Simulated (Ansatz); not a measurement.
Method: DFT PBE, scalar-relativistic, plane waves, PAW in Ansatz. Cutoff 420 eV, Γ-centred meshes of about 0.25 Å⁻¹ or finer for metals and 0.3 Å⁻¹ for insulators (2π included), Gaussian smearing. No spin polarisation.

Relaxed forms of B5As2:

Cell 1.

Space group C2/m (No. 12). a = 5.870 Å, b = 3.152 Å, c = 8.428 Å, α = 90.00°, β = 93.59°, γ = 90.00°
```json
{"atom": "B", "site": "2c", "symmetry": "2/m", "x": "0.0000", "y": "0.0000", "z": "0.5000"}
{"atom": "B", "site": "4i", "symmetry": "m", "x": "0.7301", "y": "0.0000", "z": "0.4443"}
{"atom": "B", "site": "4i", "symmetry": "m", "x": "0.9949", "y": "0.0000", "z": "0.8991"}
{"atom": "As", "site": "4i", "symmetry": "m", "x": "0.6900", "y": "0.0000", "z": "0.1972"}
```

Cell 2.

Space group Fmmm (No. 69). a = 4.750 Å, b = 12.726 Å, c = 17.243 Å, α = 90.00°, β = 90.00°, γ = 90.00°
| atom | site | symmetry | x | y | z |
| --- | --- | --- | --- | --- | --- |
| B | 8i | mm2 | 0.5000 | 0.0000 | 0.5489 |
| B | 16n | .m. | 0.6832 | 0.0000 | 0.8890 |
| B | 16n | .m. | 0.8200 | 0.0000 | 0.7941 |
| As | 16m | m.. | 0.0000 | 0.8787 | 0.8646 |

**Question.** Order them by Kohn–Sham gap, widest first, and say which is lowest in energy.

**Answer.** Gaps on the mesh: 0.86 eV for cell 2, none for cell 1. Lowest in energy is cell 1; cell 2 lies 107 meV/atom higher. The widest gap doesn't belong to the lowest form. Counting B atoms around As (those within 1.25 times the shortest such distance or 1.15 times the sum of covalent radii, 1.27 where that leaves under three): cell 1 (C2/m, 11.1 Å³/atom) has As 4 and B–B nets (shortest 1.62 Å); cell 2 (Fmmm, 18.6 Å³/atom) has As 5 and B–B nets (shortest 1.66 Å).

Gaps are read on each cell's k mesh and can be smaller between its points; Kohn–Sham gaps at this level usually fall short of measured ones, and a small gap can close altogether. Even the lowest cell shown lies +0.30 eV/atom against the elements' standard structures at this level. No dispersion correction is applied, so the spacing and binding between layers, chains or molecules are poorly described (Fmmm), and this can change margins and order among such cells. In C2/m an odd number of electrons in the primitive cell allows no gap without spin; a larger cell or a magnetic state could open one. With atoms moved at random, cell 1 came back. Cell 2 had no clear such test and can be a saddle point. Some types were kept out of the candidates beforehand, so the set may lack a known form.

The energy order follows how arsenic is bound. In the C2/m form, arsenic has four boron neighbours in a roughly tetrahedral arrangement, as in zinc-blende BAs, so its lone pair is drawn into bonding and the boron layers are tied into a dense three-dimensional framework. In the Fmmm form, arsenic caps five-membered rings on both faces of flat boron sheets, and its lone pair probably points into the space between them. The loss of that cross-linking may explain the 107 meV/atom penalty, but missing interlayer attraction could account for part of it.

The gap follows a different logic. The primitive Fmmm cell holds two formula units and hence an even number of electrons, which permits a gap but doesn't ensure one; the 0.86 eV found suggests that multicentre bonding in the sheet, together with the arsenic caps, fills a closed set of bands. Neither form contains the boron icosahedra typical of the known boron-rich arsenide, so the preference for C2/m doesn't identify the best arrangement at this composition.
